## Appendix: Retardation in the dielectric continuum model of interface optical modes

### Conventions and the electrostatic result

The superlattice consists of isotropic layers 1 (GaN, thickness $d_1$) and 2 (AlN, thickness $d_2$) stacked along $z$, with period $d=d_1+d_2$ and fractions $f_i=d_i/d$. Fields vary as $e^{i(qx-\omega t)}$ and acquire the Bloch factor $e^{ikd}$ per period. The wavevector $\mathbf K=(q,0,k)$ makes the angle $\theta$ with the growth axis, so $q=K\sin\theta$ and $k=K\cos\theta$. Frequencies are wavenumbers $\nu=\omega/2\pi c$ in cm$^{-1}$, and $k_0=\omega/c=2\pi\nu$. Each layer has the local, lossless dielectric function

$$\epsilon_i(\nu)=\epsilon_{\infty i}\,\frac{\nu_{Li}^2-\nu^2}{\nu_{Ti}^2-\nu^2},\qquad \frac{d\epsilon_i}{d\nu}>0. \tag{1}$$

The model sets $\mathbf E=-\nabla\phi$. Where $\epsilon_i\neq0$, $\nabla\cdot\mathbf D=0$ gives $\phi''=q^2\phi$, and continuity of $\phi$ and $\epsilon\phi'$ leads to

$$\cos kd=\cosh qd_1\cosh qd_2+\tfrac12\left(r+\frac1r\right)\sinh qd_1\sinh qd_2,\qquad r=\frac{\epsilon_1}{\epsilon_2}. \tag{2}$$

For $Kd\to0$ at fixed $\theta$ this becomes $\langle\epsilon\rangle\sin^2\theta+\cos^2\theta/\langle1/\epsilon\rangle=0$, with $\langle g\rangle=f_1g_1+f_2g_2$.

### Where the assumption enters

Writing $\mathbf E=-\nabla\phi$ replaces Faraday's law $\nabla\times\mathbf E=i\omega\mathbf B$ by $\nabla\times\mathbf E=0$, which is the limit $c\to\infty$. It acts at two points: it fixes the decay constant in every layer at $q$, and it leaves the bare ratio $r$ in the matching condition. Since the angular relation is a statement about $K\to0$, while the neglect of retardation needs $K\gg k_0$, that relation holds only in a window $k_0\ll K\ll1/d$.

The modes of Eq. (2) have $\mathbf E$ in the $xz$ plane, so their retarded form has $\mathbf H=H(z)e^{iqx}\hat{\mathbf y}$. For non-magnetic layers, Ampère's law $\nabla\times\mathbf H=-i\omega\epsilon_0\epsilon\mathbf E$ gives $H'=i\omega\epsilon_0\epsilon E_x$ and $qH=-\omega\epsilon_0\epsilon E_z$. Inserting both into Faraday's law yields

$$H''=\kappa_i^2H,\qquad \kappa_i^2=q^2-\epsilon_ik_0^2 .$$

The continuous quantities are $H\propto D_z$ and $H'/\epsilon\propto E_x$, as in electrostatics. The pair $(H,H'/\epsilon)$ is carried across layer $i$ by

$$M_i=\begin{pmatrix}\cosh\kappa_id_i&(\epsilon_i/\kappa_i)\sinh\kappa_id_i\\(\kappa_i/\epsilon_i)\sinh\kappa_id_i&\cosh\kappa_id_i\end{pmatrix}.$$

Each matrix has unit determinant, so the Bloch condition is $\cos kd=\tfrac12\mathrm{Tr}\,M_1M_2$:

$$\cos kd=\cosh\kappa_1d_1\cosh\kappa_2d_2+\tfrac12\left(\rho+\frac1\rho\right)\sinh\kappa_1d_1\sinh\kappa_2d_2,\qquad\rho=\frac{\epsilon_1\kappa_2}{\epsilon_2\kappa_1}. \tag{3}$$

Setting $k_0=0$ returns Eq. (2).

### First correction at long wavelength

For $|\kappa_i|d_i\ll1$ and $kd\ll1$ the second-order terms of Eq. (3) factorise:

$$-k^2d^2=(\epsilon_1d_1+\epsilon_2d_2)\left(\frac{\kappa_1^2d_1}{\epsilon_1}+\frac{\kappa_2^2d_2}{\epsilon_2}\right)=d^2\langle\epsilon\rangle\left(q^2\langle1/\epsilon\rangle-k_0^2\right).$$

With $\epsilon_x=\langle\epsilon\rangle$ and $1/\epsilon_z=\langle1/\epsilon\rangle$, division by $d^2K^2\epsilon_x$ gives

$$F(\nu,\theta)\equiv\frac{\cos^2\theta}{\epsilon_x}+\frac{\sin^2\theta}{\epsilon_z}=\frac{k_0^2}{K^2}. \tag{4}$$

This is the extraordinary wave of a uniaxial medium. No expansion in $k_0$ has been made so far. The electrostatic angular relation is $F=0$. The function $F$ has a direct meaning. The averaged displacement field is perpendicular to $\mathbf K$, along $\hat{\mathbf t}=(\cos\theta,0,-\sin\theta)$, and $F=\epsilon_0\,\mathbf E\cdot\hat{\mathbf t}/D$ is the transverse electric field per unit $D$. Electrostatics sets it to zero, while the wave equation requires $\epsilon_0E_T=Dk_0^2/K^2$.

Let $\nu_0(\theta)$ be a root of $F=0$. Linearising the left side of Eq. (4) and evaluating the right side at $\nu_0$,

$$\delta\nu_{\rm ret}=-A\left(\frac{2\pi\nu_0}{K}\right)^2,\qquad \frac1A=-\frac{\partial F}{\partial\nu}=\cos^2\theta\,\frac{\langle\epsilon'\rangle}{\epsilon_x^2}+\sin^2\theta\left\langle\frac{\epsilon'}{\epsilon^2}\right\rangle, \tag{5}$$

where $\epsilon'=d\epsilon/d\nu$. By Eq. (1) $A\ge0$, so retardation lowers or leaves unchanged every branch. The transverse field is parallel to the transverse polarisation and reduces the restoring force on the ions.

The limiting directions follow in closed form. For $\theta\to0$ two roots lie at the poles $\nu_{Ti}$ of $\epsilon_x$. There $1/\epsilon_x\simeq(\nu_{Ti}^2-\nu^2)/[f_i\epsilon_{\infty i}(\nu_{Li}^2-\nu_{Ti}^2)]$, and

$$A=\frac{f_i\epsilon_{\infty i}(\nu_{Li}^2-\nu_{Ti}^2)}{2\nu_{Ti}}, \tag{6}$$

the bulk polariton shift diluted by the layer fraction. The other two roots lie at $\nu_{Li}$, where $\epsilon_z=0$. For $\theta\to90^\circ$ two roots obey $1/\epsilon_z=0$, with

$$\frac1A=2\nu_0\sum_i\frac{f_i(\nu_{Li}^2-\nu_{Ti}^2)}{\epsilon_{\infty i}(\nu_{Li}^2-\nu_0^2)^2}, \tag{7}$$

and two obey $\epsilon_x=0$. The roots at $\epsilon_z=0$ ($\theta\to0$) and $\epsilon_x=0$ ($\theta\to90^\circ$) are longitudinal, with $D=0$. Near $90^\circ$, for example, $F=0$ gives $\epsilon_x\simeq-\epsilon_z\cos^2\theta$ and $A\simeq\epsilon_z^2\cos^2\theta/\langle\epsilon'\rangle\to0$. At any angle $F=0$ is equivalent to $r+1/r=-(\cot^2\theta+f_1^2+f_2^2)/f_1f_2$, and each of the two values of $r$ gives a quadratic equation in $\nu^2$. There are four branches.

### The competing finite-period term

The upper edge of the window contributes a correction that must be set beside Eq. (5). The fourth-order terms of Eq. (2), with $r+1/r$ taken from the lowest order and $f_1+f_2=1$, sum to $(d^4/24)\,[k^4+2(f_1^2+f_2^2)k^2q^2+(f_1-f_2)^2q^4]$ in the difference of the left and right sides, next to the second-order term $-(d^2/2)(k^2+q^2\epsilon_x/\epsilon_z)$. Equation (4) then gains a term on its right side, and

$$\delta\nu_{\rm per}=-A\,\frac{(Kd)^2}{12\,\epsilon_x}\left[\cos^4\theta+2(f_1^2+f_2^2)\sin^2\theta\cos^2\theta+(f_1-f_2)^2\sin^4\theta\right]. \tag{8}$$

Its sign is that of $-\epsilon_x(\nu_0)$, and it grows as $K^2$ where retardation falls as $K^{-2}$. Mixed terms, which carry both small parameters, are dropped.

### Size in a cubic GaN/AlN superlattice

The phonon frequencies are typical values for unstrained zinc-blende layers, used as inputs: $\nu_T=555$ and $\nu_L=741$ cm$^{-1}$ for GaN, $\nu_T=655$ and $\nu_L=902$ cm$^{-1}$ for AlN. For $\epsilon_\infty$ the compiled direction-averaged values of the wurtzite phases stand in for the cubic ones: 5.3 for GaN (Chen 2018) and 4.18 for AlN (Skone 2014). A common rescaling of both constants leaves $\nu_0$ unchanged and changes $A$ in proportion. The layers are taken as $d_1=3$ nm and $d_2=2$ nm, so $f_1=0.6$, $f_2=0.4$.

The two Reststrahlen bands overlap between 655 and 741 cm$^{-1}$, where both $\epsilon_i$ are negative and $F$ has no root. Interface modes need $r<0$ and lie in 555–655 and 741–902 cm$^{-1}$. As $\theta$ goes from 0 to $90^\circ$, branch 1 runs from 555 to 583.8, branch 2 from 655 to 601.2, branch 3 from 741 to 816.2 and branch 4 from 902 to 845.6 cm$^{-1}$. The end points 601.2, 741, 816.2 and 902 cm$^{-1}$ are longitudinal and have $A=0$. At $45^\circ$, $r+1/r=-6.33$, so $r=-6.17$ (branches 1 and 4) or $-0.162$ (branches 2 and 3), and the bracket in Eq. (8) equals 0.52.

Two wavevectors are considered. Raman backscattering at 514.5 nm with a typical index $n\approx2.3$ transfers $K_b=4\pi n/\lambda=5.6\times10^5$ cm$^{-1}$, so $K_bd=0.28$. The second value, $K_f=5\times10^4$ cm$^{-1}$, is a phonon wavelength of 1.26 µm. In near-forward scattering, where $K^2\simeq(nk_0)^2+(K_b\varphi/2)^2$, it corresponds for the 583.8 cm$^{-1}$ mode to an internal angle $\varphi\approx10^\circ$. For that mode $(k_0/K)^2$ is $4.3\times10^{-5}$ at $K_b$ and $5.4\times10^{-3}$ at $K_f$. All shifts below are in cm$^{-1}$ and are the first-order terms (5) and (8) of the model.

| Branch | $\theta$ | $\nu_0$ (cm$^{-1}$) | $A$ ($10^2$ cm$^{-1}$) | $\delta\nu_{\rm ret}(K_f)$ | $\delta\nu_{\rm ret}(K_b)$ | $\delta\nu_{\rm per}(K_b)$ |
|---|---|---|---|---|---|---|
| 1 | $0$ | 555 | 6.91 | $-3.36$ | $-0.027$ | 0 |
| 1 | $45^\circ$ | 564.4 | 7.17 | $-3.61$ | $-0.029$ | $+0.039$ |
| 1 | $90^\circ$ | 583.8 | 10.8 | $-5.81$ | $-0.046$ | $+0.025$ |
| 2 | $0$ | 655 | 4.91 | $-3.33$ | $-0.027$ | 0 |
| 2 | $45^\circ$ | 630.5 | 3.90 | $-2.45$ | $-0.020$ | $-0.079$ |
| 3 | $45^\circ$ | 772.5 | 0.523 | $-0.49$ | $-0.0039$ | $+0.11$ |
| 4 | $45^\circ$ | 882.4 | 0.323 | $-0.40$ | $-0.0032$ | $-0.079$ |
| 4 | $90^\circ$ | 845.6 | 1.24 | $-1.40$ | $-0.011$ | $-0.045$ |

The coefficient $A$ is several times larger in the lower window than in the upper one. The lower branches are close to the TO poles, the $|\epsilon_i|$ are large, and the field $\epsilon_0E_T=Dk_0^2/K^2$ is driven by a large $D$. The upper branches are close to the zeros of $\epsilon_i$ and couple weakly to light.

In backscattering the retardation shift stays below 0.05 cm$^{-1}$ in the table. It is matched or exceeded by the finite-period term at oblique angles, so at $K_b$ the two corrections have to be kept or dropped together. For branch 1 at $90^\circ$, where $\epsilon_x=\epsilon_1(f_1-f_2)/f_1$ and $\epsilon_1=-33.6$, they cancel when $K^4=12k_0^2|\epsilon_1|/[f_1(d_1^2-d_2^2)]$, that is at $K=6.5\times10^5$ cm$^{-1}$. At $K_f$ the finite-period term is smaller than at $K_b$ by $(K_f/K_b)^2=0.008$ and plays no part.

The linearisation can be tested against Eq. (4) itself. For branch 1 at $90^\circ$ the root at $K_f$ is 577.9 cm$^{-1}$, a shift of $-5.88$ cm$^{-1}$ against the first-order $-5.81$ cm$^{-1}$. At $K=2\times10^4$ cm$^{-1}$ the shift from Eq. (4) is $-39$ cm$^{-1}$ and the first-order value $-36$ cm$^{-1}$. The mode has then dropped below the GaN TO frequency, both $\epsilon_i$ are positive, and it is a propagating phonon polariton of the layered medium with no counterpart in Eq. (2). Equation (5) works over this range because $F$ is built from inverse dielectric functions, which are smooth at the TO poles. The same branch is shifted by 1 cm$^{-1}$ at $K=k_0\sqrt{A/(1\ {\rm cm^{-1}})}=1.2\times10^5$ cm$^{-1}$.

### Single well

At $k=0$, Eq. (3) factorises. With $a=\tanh(\kappa_1d_1/2)$ and $b=\tanh(\kappa_2d_2/2)$ it reads $(\rho a+b)(a/\rho+b)=0$. Letting $d_2\to\infty$ with real $\kappa_2$ gives $b=1$ and

$$\rho=-\coth(\kappa_1d_1/2)\quad\text{or}\quad\rho=-\tanh(\kappa_1d_1/2).$$

The first has $E_x$ even about the well centre and the second $E_x$ odd. For $k_0=0$ they are the electrostatic conditions on $\epsilon_1/\epsilon_2$. The odd mode of the lower window is the sensitive one, since it approaches the barrier pole $\nu_{T2}$ as $qd_1\to0$. For a thin well with $|\epsilon_1|k_0^2\ll q^2$ the condition is $\kappa_2/\epsilon_2=qy_0$ with $y_0=qd_1/2|\epsilon_1|$. Squaring gives a quadratic equation for $y=1/\epsilon_2$, with the positive root

$$y=\beta+\sqrt{y_0^2+\beta^2},\qquad\beta=\frac{k_0^2}{2q^2}.$$

The first correction is $\delta y=\beta$, again a red shift because $y$ grows below $\nu_{T2}$. It is a small correction only for $2\beta\ll y_0$, which means $\epsilon_2k_0^2\ll q^2$ and not merely $k_0\ll q$. The crossover $2\beta=y_0$ lies at $q^3=2|\epsilon_1|k_0^2/d_1$. With $\epsilon_1(\nu_{T2})=-5.26$ and $d_1=3$ nm this is $q=8.4\times10^4$ cm$^{-1}$, or $20\,k_0$. Below it $y\to k_0^2/q^2$, and the mode follows the TO polariton of bulk AlN.

### Other neglected terms

Three further assumptions move the frequencies by as much as the shifts at $K_f$, and by far more than those at $K_b$. First, a local $\epsilon_i$ with sharp boundaries leaves the interface position undefined on the scale of one monolayer, about 0.22 nm along [001]. Transferring one monolayer per period from AlN to GaN gives $\delta f_1=0.044$, and for branch 1 at $90^\circ$

$$\delta\nu=A\left(\frac1{\epsilon_1}-\frac1{\epsilon_2}\right)\delta f_1=-3.5\ \text{cm}^{-1},$$

with $\epsilon_2=22.4$. Second, the lattice mismatch of roughly 3 % strains coherent layers, which typically moves nitride optical phonons by up to a few tens of cm$^{-1}$ and splits the in-plane and axial response within each layer. Third, damping typically gives lines several cm$^{-1}$ wide. The absolute frequencies in the table are therefore those of the model with unstrained inputs, and a grown structure can differ from them by a few per cent. Shifts of that kind change $A$ moderately and leave the form of Eq. (5) intact.

These effects do not depend on $K$ inside the window, whereas retardation scales as $K^{-2}$, and this dependence is what identifies it. In the model, the electrostatic form is good to better than 0.05 cm$^{-1}$ against retardation for the tabulated modes in visible backscattering. The correction reaches 1 cm$^{-1}$ near $1.2\times10^5$ cm$^{-1}$ for the most sensitive tabulated mode, and a size comparable to typical linewidths near $5\times10^4$ cm$^{-1}$ for the TO-derived branches. At still smaller wavevectors, as in infrared reflection or attenuated total reflection where $K$ is a few $k_0$, Eq. (3) or Eq. (4) has to replace Eq. (2).